## What is computed

The quantity is the energy of a molecule at one Al–Al distance $R$, less its energy at the starting distance $R_0$ of 2.3 Å, both at the same level of theory:

$$\Delta E(R)=E(R)-E(R_0).$$

The molecule is HAlAlH in a triplet state, pulled apart at its central bond. At 1.826 Å it is a linear chain. This is neither the stable isomer nor the ground state of Al₂H₂, which is a singlet ring with bridging hydrogens.

Neutral triplet HAlAlH along a stretch of the Al–Al distance, computed with Ansatz 0.2.0 and the in-house AFQMC program afq 1. All levels use the 6-31G basis and unrestricted determinants, with the Al 1s, 2s and 2p cores frozen in the correlated levels; geometries are from PBE0/def2-TZVP. Energies are counted from the point at 2.3 Å at the same level.

```
point distance (Å)  number  HF, energy from the start of the scan (eV)  MP2, energy from the start of the scan (eV)  CCSD(T), energy from the start of the scan (eV)  phaseless AFQMC, energy from the start of the scan (eV)  released AFQMC, energy from the start of the scan (eV)  FCI, energy from the start of the scan (eV)  PBE, energy from the start of the scan (eV)  PBE0, energy from the start of the scan (eV)
             1.826       1                                       2.849                                        2.996                                            3.078                                                    3.077                                                   3.091                                        3.088                                        2.814                                         2.744
             2.810       2                                       1.006                                        0.735                                            0.618                                                    0.622                                                     n/a                                        0.590                                        0.739                                         0.876
             3.744       3                                       1.313                                        1.548                                            1.416                                                    1.424                                                     n/a                                        1.334                                        1.747                                         1.911
             5.173       4                                       1.317                                        1.616                                            1.558                                                    1.565                                                   1.570                                        1.567                                        2.352                                         2.292
             7.727       5                                       1.333                                        1.645                                            1.580                                                    1.590                                                   1.593                                        1.599                                        2.412                                         2.331
```

Full configuration interaction (FCI) solves the problem exactly for the valence electrons within the chosen orbitals, and it is the yardstick here. The 6-31G basis is small and has no polarisation functions. The errors below therefore rank the levels within this basis and say nothing about agreement with experiment.

## The hidden error of the start

An energy counted from a starting point carries two errors. If $\varepsilon(R)$ is the error of the total energy against FCI, the error seen in the table is

$$\delta(R)=\varepsilon(R)-\varepsilon(R_0).$$

A level can thus look right because it is equally wrong at both distances. One total energy per level is enough to separate the two parts, and no constant has to be fitted.

Take CCSD(T), coupled cluster with a perturbative estimate of triple excitations. At 1.826 Å its total energy is −13192.8130 eV and that of FCI is −13192.8322 eV, so $\varepsilon$ is 19 meV. The table gives $\delta=3.078-3.088$ eV, or −10 meV. The start must therefore be in error by $19+10=29$ meV.

At 3.744 Å the table gives $\delta=1.416-1.334$ eV, or 82 meV, and the total error there is $29+82=111$ meV. This is exact bookkeeping, good to about 1 meV. It shows where a level fails, but not why.

## Hartree–Fock: right by cancellation

At 3.744 Å Hartree–Fock (HF) misses the FCI curve by only 21 meV, less than any other level in that row. The same bookkeeping shows that its total energy is wrong by 2.27 eV at the start and by 2.25 eV at this distance. Two large errors happen to be nearly equal. At 2.810 Å they are not, and HF lies 0.42 eV too high.

The practical lesson is to judge a level by the spread of its errors along the whole curve, which does not depend on the choice of start. For HF the spread is 0.68 eV.

## MP2: a step in the right direction

Second-order perturbation theory (MP2) reduces the spread to 0.31 eV. That is still seven times the 43 meV (1 kcal/mol) often asked of reaction energies, and no row falls within that limit.

Theory offers a partial reason. Aluminium has π orbitals, empty or half filled, not far above its σ electron pairs, so these pairs mix strongly with them. MP2 treats such double excitations one by one and leaves out their influence on each other, which coupled cluster includes.

## CCSD(T) and phaseless AFQMC: a shared failure

CCSD(T) and phaseless auxiliary-field Monte Carlo (AFQMC) follow FCI to about 30 meV in four of the five rows. The exception is 3.744 Å, where both lie 80 to 90 meV too high. Even there they differ from each other by less than 10 meV. Someone without the FCI column would probably take this agreement for confirmation.

It is weak confirmation, because the two methods are not independent. Coupled cluster builds its wave function on one HF determinant. The phaseless walk is steered by a trial function that was itself made from a coupled-cluster calculation on such a determinant. If the determinant is a poor start, both inherit the fault.

In total energy AFQMC is the better of the two at every distance, by 5 to 16 meV. Along the curve this gain largely cancels, and both have a spread of 0.10 eV.

## Why the middle of the curve is difficult

Counting π electrons shows what has to happen on stretching. At 1.826 Å the molecule has two of them, one in each of two equivalent π orbitals, which makes a ³Σ⁻ state. An AlH molecule in its ground state has none, and in its lowest triplet state it has one, promoted from the lone pair.

The cheapest triplet pair of separate molecules is one of each kind. It has a single π electron and so forms a Π state. To reach the bonded ³Σ⁻ state, both AlH units must be promoted. Their two remaining lone-pair electrons then join in a σ bond, which repays the cost only at short distance. Somewhere along the stretch, the lowest triplet must therefore change its symmetry.

Each level may place this change at a different distance. From 3.744 to 7.727 Å HF rises by only 20 meV, while FCI still climbs by 265 meV. One might suspect that HF has already gone over to the separated kind of state while FCI is still in the bonded one. The energies speak against it. The bonded state leads to two promoted units, a whole promotion energy above the end of the FCI curve. At 3.744 Å FCI is only 0.27 eV below that end, so the bond would have to keep much of its strength after a stretch of 1.4 Å.

A likelier reading has both in the separated kind of state. The promoted electron can sit on either AlH unit, and the exact state is an equal mixture of the two arrangements. Their mixing lowers the energy while the units are close enough to interact, and it fades as they part.

A single determinant may settle on one arrangement. CCSD(T) and AFQMC must then supply the other as a large correction, and they seem to manage it only in part: over the same stretch they rise by 164 and 166 meV. This reading remains a conjecture, and the occupations that the runs record at stretched distances do not settle it. CCSD(T) has two π electrons at one such distance, as in the bonded state. The functionals PBE, B3LYP and r2SCAN have one π electron at a stretched distance, as in the separated state. PBE has two at 1.826 Å, so it does change state along the curve, but other levels need not do so at the same place. If CCSD(T) still holds two π electrons at 3.744 Å while FCI has one, its error there comes from following the wrong state, and not from a missing mixture.

Two cautions apply to either reading. Every row carries a warning of strong correlation, which means that a single determinant is a doubtful start. Coupled cluster also picks its determinant by trial here, and unrestricted levels can drift towards a higher spin, so the state reached at each distance needs checking.

The boron analogue HBBH has the same π count and the same kinds of fragment state, so the same care is due there. Disilane is a simpler case: its central bond breaks into two SiH₃ radicals, whose ground states combine to the symmetry of the molecule itself.

## PBE and PBE0: a tilted curve

Both functionals lie below FCI at the compressed distance and above it at the other four. At 7.727 Å the excess is 0.81 eV for PBE and 0.73 eV for PBE0. The exact exchange in PBE0 brings it closer to FCI at the two largest distances and takes it further away at the three shorter ones, so it is no general cure.

These gaps should not be booked as errors of the functionals alone. Correlated wave functions need polarisation functions much more than functionals do, so FCI itself is hampered by this basis. A fair verdict on PBE and PBE0 needs a larger basis and a check that they describe the same state as FCI.

## Accuracy against cost

What an error means depends on the purpose. For a reaction rate at room temperature, where the thermal energy is about 0.026 eV, an error of 0.10 eV in a barrier changes the rate by a factor of roughly fifty. Aluminium hydrides serve as precursors for aluminium films in contacts and interconnects. In a model of such a deposition, even the better levels here could spoil a rate if a barrier fell in the difficult region.

HF and the functionals are the cheapest levels. The cost of MP2 grows as the fifth power of system size and that of CCSD(T) as the seventh, so doubling the system makes CCSD(T) 128 times dearer. Phaseless AFQMC with this kind of trial also grows steeply, and it must average many samples to reduce its noise.

FCI is feasible here because eight valence electrons in 20 orbitals give about 18 million determinants, before symmetry reduces the number. Sixteen electrons in 40 orbitals would give about $5\times10^{15}$. For a molecule twice this size, the yardstick is out of reach.

Releasing the constraint of AFQMC removes its bias at the price of fast-growing noise. The three released energies lie within 6 meV of FCI, but they belong to the compressed and the far-stretched molecule, where the phaseless walk already does well. They do not show that release would repair the middle. The runs also carry a warning, attached to every row, that the released walk and the highest level of theory disagree, so the close match at these three distances should not be taken as independent confirmation of the whole FCI curve.

## A working rule

For the compressed or the widely separated molecule, CCSD(T) is accurate enough for most purposes within a given basis, and AFQMC adds little to the shape of the curve. In between, run CCSD(T) from both occupations, with one and with two π electrons, at every distance, and keep the lower energy. If the error at 3.744 Å then disappears, the wrong state was to blame. If it stays, a single determinant is too poor a start, and the next step is a method that begins from several.
